**Q:** I have the 2p spin-orbit constants of the neutral atoms from B to Ar at Hartree-Fock level. The hydrogenic law is $Z^4$, which would give a factor of 168 between the ends of the table. Why does the calculation not follow it?

Neutral atoms from B to Ar in their ground configurations, computed with PySCF 2.14.0: unrestricted Hartree-Fock (one real determinant at highest spin), aug-cc-pVQZ-DK basis, spin-free X2C one-electron Hamiltonian, Gaussian nucleus. ζ multiplies l·s for each 2p electron; the X2C spin-orbit operator has the bare nucleus, screened-nucleus factors or a mean-field two-electron term.

```tsv
species	Z	electrons	configuration	ζ 2p, bare (cm⁻¹)	ζ 2p, screened (cm⁻¹)	ζ 2p, mean field (cm⁻¹)
B	5	5	[He] 2s2 2p1	22.73	13.64	9.881
C	6	6	[He] 2s2 2p2	59.42	39.62	31.41
N	7	7	[He] 2s2 2p3	127.0	90.69	75.37
F	9	9	[He] 2s2 2p5	411.5	320.0	279.4
Mg	12	12	[Ne] 3s2	1746	1455	1324
Al	13	13	[Ne] 3s2 3p1	2659	2250	2066
Si	14	14	[Ne] 3s2 3p2	3874	3321	3071
P	15	15	[Ne] 3s2 3p3	5458	4730	4402
S	16	16	[Ne] 3s2 3p4	7476	6541	6119
Cl	17	17	[Ne] 3s2 3p5	9996	8820	8287
Ar	18	18	[Ar]	13110	11660	10990
```

**A:** $\zeta$ is the coefficient in the operator $\zeta\,\mathbf l\cdot\mathbf s$ for each 2p electron. The three columns share the same spin-free orbitals and differ in the operator: the nucleus alone (bare), the nucleus times a factor prescribed for each element (screened), or the nucleus plus the averaged two-electron term (mean field). The bare column rises by a factor of 577, faster than $Z^4$, yet every row lies below the hydrogenic value: at 0.149 of it in B and 0.513 in Ar.

Both facts come from screening of the orbital. In atomic units the nonrelativistic limit is $\zeta_{\rm bare}=\tfrac12\alpha^2 Z\langle r^{-3}\rangle$, with $\alpha$ the fine-structure constant. One power of $Z$ belongs to the operator and the other three to the orbital. A hydrogenic 2p function for the charge $Z-\sigma$ has $\langle r^{-3}\rangle=(Z-\sigma)^3/24$, so with the Rydberg constant $R$

$$\zeta_{\rm bare}=\frac{\alpha^2R}{24}\,Z\,(Z-\sigma)^3,\qquad \frac{d\ln\zeta_{\rm bare}}{d\ln Z}=1+\frac{3Z\,(1-d\sigma/dZ)}{Z-\sigma},$$

where $\alpha^2R/24=0.2435$ cm⁻¹. The exponent exceeds 4 whenever $d\sigma/dZ<\sigma/Z$, that is, whenever the screened fraction of the nucleus is falling. The atom is catching up with the hydrogenic value from below.

**Q:** With one $\sigma$ per row the formula fits anything. What is learned?

**A:** The inversion alone tests nothing; the pattern of $\sigma$ does. It climbs from 2.35 in B to 3.27 in F, by 0.21 to 0.24 per added electron, and then stays between 3.56 and 3.59 from Mg to Ar although six more electrons arrive. The physics is standard. In B to F the new electrons enter the 2p shell itself and spend part of their time inside one another. From Mg on, 2p is a filled core shell, and the new electrons go into $n=3$, far outside: in Ar the same calculation gives rms radii of 0.42 bohr for 2p and 1.8 bohr for 3p. A spherical charge outside exerts no force inside, so nearly the whole added proton acts on the 2p orbital.

That suggests $\sigma=\sigma_0+s\,(n_{2p}-1)$ with $n_{2p}$ the number of 2p electrons. A least-squares fit of $\ln\zeta_{\rm bare}$ to B, C, N and F alone gives $\sigma_0=2.341$ and $s=0.230$, hence 3.489 for the full shell. Ar was not in that fit. It gets $0.2435\times18\times(18-3.489)^3=0.2435\times18\times3056\approx13390$ cm⁻¹, which is 2.2 % above the calculated 13110. All seven core rows come out high, by 2.1 to 3.2 % of the table value, Mg being the worst. Much of this bias is inherited from the F row, whose $\zeta$ is not on quite the same footing as the others (see below) and pulls the slope $s$ down.

**Q:** A plain power law also has two parameters. Does it do worse?

**A:** Only moderately in the residuals. Fitted in the logarithm to all eleven rows it has exponent 4.95 and an rms error of 2.2 %, against 1.1 % for the screening form fitted to the same rows; the rounding of the table is at most 0.05 %, so both misfits are real. The difference shows in the exponent between neighbouring rows, which a power law holds fixed. It falls from 5.27 (B to C) to 4.68 (N to F), recovers to 5.25 (Mg to Al) and falls again to 4.74 (Cl to Ar).

The formula gives this sawtooth. Within either group $Z/(Z-\sigma)$ drifts down and takes the exponent with it. When the 2p shell closes, the factor $1-d\sigma/dZ$ jumps from about 0.77 to about 1 and resets it. For P, $1+3\times15/(15-3.567)=4.94$, between the 4.97 and 4.87 of the steps on either side. The step from F to Mg, at 5.02, spans three units of $Z$ with a single added 2p electron and averages the two regimes; O, Ne and Na were not run. The linear $\sigma$ is weakest at B to C, where the all-row fit gives 5.11 for 5.27.

**Q:** Could I take the effective charge from the size of the orbital and avoid fitting?

**A:** It gets the overall rise roughly right: $Z/r_{\rm rms}^3$ grows 734-fold against 577. Row by row it fails. A hydrogenic 2p orbital has $r_{\rm rms}=\sqrt{30}/(Z-\sigma)$, and the charge so obtained underestimates $\zeta_{\rm bare}$ by a factor of 1.68 in B, 2.20 in F and 1.32 in Ar. The radius weights the tail, which has most of the other electrons inside it, whereas $r^{-3}$ weights the inner flank. Accordingly the screening read from the radius grows from 2.77 to 4.60 between B and F, about 0.46 per electron, twice the rate seen by $\zeta$. The mismatch peaks at F, the fullest valence 2p shell of the table, and shrinks as the core orbital becomes more hydrogenic. A screening constant belongs to the property it was read from.

**Q:** The core values of $\sigma$ are not quite constant, and Mg lies above your line.

**A:** Both features exceed the rounding, which is at most 0.002 in $\sigma$. From F to Mg $\sigma$ gains 0.30 where one 2p electron would bring about 0.24, but that excess belongs to F, not Mg. In B, C and N every 2p electron is unpaired and equivalent; in the unrestricted determinant of F the 2p orbitals differ, and the tabulated $\zeta$ corresponds to the unpaired one, which has no partner to repel it and is the most compact. An average over all five 2p electrons lies a few per cent lower, which raises $\sigma$ for F and removes the excess step. It then drops by 0.013 to Al, stays level to Si and creeps up to 3.59. The screening from the radius also falls after Mg, from 4.91 to 4.85, so the dip is at least partly in the orbital's shape. The upward creep has the sign expected from penetration by the 3s and 3p electrons, though the table does not isolate it. Relativity is not its cause: the net relativistic effect raises $\zeta$ slightly, more so toward Ar, and so lowers the apparent $\sigma$. The whole spread over the core rows is 0.027.

**Q:** Why does the two-electron term take more than half of $\zeta$ in B and only a sixth in Ar?

**A:** Because it removes an almost fixed amount of charge from the operator. Write $\zeta_{\rm mean\ field}=\zeta_{\rm bare}(1-q/Z)$. The ratio rises from 0.435 to 0.838, but $q$ moves only from 2.83 to 2.91. One value, 2.842 from a logarithmic fit of the ratio over all rows, reproduces every mean-field entry from the bare one within 0.8 %. Three units out of five matter far more than three out of eighteen, though the absolute reduction grows from 12.85 to 2120 cm⁻¹. Continuing the estimate for Ar, which was in this second fit: $13390\times(1-2.842/18)\approx11280$ cm⁻¹, 2.6 % above 10990.

The factor $Z-q$ adds $q/(Z-q)$ to the exponent, about 1.1 between B and C, where the mean-field exponent is 6.34. This $q$ is not $\sigma$: $\sigma$ shapes the orbital and is already in the bare column, while $q$ weakens the field in which the spin precesses.

**Q:** The screened column lies between the two. Does it support this picture?

**A:** No. Its ratio to the bare column is $1-2/Z$ in every row, to the rounding, so it is a prescription with $q=2$ and no separate result. It exceeds the mean-field value by 38 % in B and 6 % in Ar, which is just $(Z-2)/(Z-q)$.

Why $q$ is near 3 can be argued but not shown. The spin-orbit integrand, $r^{-3}$ times a hydrogenic 2p density, has mean radius $2/(Z-\sigma)$: 0.75 bohr in B, between the 1s and 2s rms radii of 0.38 and 2.18. The direct field of the 1s pair can cancel at most two units, and less in fact, since part of the weight lies inside the 1s cloud; the 2s charge is mostly outside. The remainder has to come from the part of the 2s and 2p charge that lies inside and from the exchange and spin-other-orbit terms of the standard Blume-Watson treatment; of these, the exchange and spin-other-orbit terms with the 1s pair are the largest, comparable with its direct field. The table gives only the sum.

**Q:** Can I read fine-structure splittings off the last column?

**A:** Only with the right factor and shell. For one p electron or hole the interval is $1.5\zeta$: 14.8 cm⁻¹ for B and 419 for F in mean field, against rough recalled measurements of 15 and 400. The screened operator gives 20.5 and 480, the bare one 34.1 and 617. Correlation is absent, but most of the excess in F has a plainer source: its $\zeta$ belongs to the compact unpaired orbital, and an average over the 2p shell would lower all three F intervals by a few per cent. In F the order is inverted, $J=3/2$ lowest, although $\zeta$ is positive, because a hole reverses the sign of the coupling. N is a $^4S$ state with no first-order splitting. The states are as labelled: the excess of $\langle S^2\rangle$ over the pure-spin value is at most about 0.02, in Al, and the determinants of the open-shell P terms are only slightly contaminated in $L$, although their p orbitals need not share one radial shape.

From Mg to Ar the filled 2p shell splits nothing in the ground state; its $\zeta$ refers to a core hole, whose splitting $1.5\zeta$ is 2.04 eV in Ar with orbitals not relaxed around the hole. The ground terms of Al, Si, S and Cl split through 3p, whose mean-field constant is smaller by a factor of 32.8 in Al and 14.6 in Cl. Spin-orbit coupling enters all of this at first order only, on spin-free orbitals.

**Q:** Where does the $Z^2$ rule for valence electrons fit?

**A:** It applies down a group. In the Landé argument the electron feels nearly the full nucleus while it dives in, but its amplitude there is fixed by an outer orbit that sees a net charge near one, which leaves two powers of the inner charge. From valence 2p to valence 3p the mean-field exponents are 1.94 (B to Al), 1.67, 1.46 and 1.11 (F to Cl). They are far below 5 and at or below 2, but $n$ changes in each pair, so this is no clean test.

**Q:** What remains unexplained?

**A:** The steadiness of $q$. It rises by 0.06 from B to F, unevenly, and from Mg to Ar the unrounded constants keep it between 2.901 (Al) and 2.909 (Ar). Yet the weighted radius moves inward relative to the 1s shell, from twice its rms radius in B to 1.6 times in Mg and 1.4 times in Ar, which must weaken the direct 1s screening. Something else grows to compensate, even where no $n=2$ electron is added. Is it the direct field of the 2s and 2p charge, or the exchange terms?
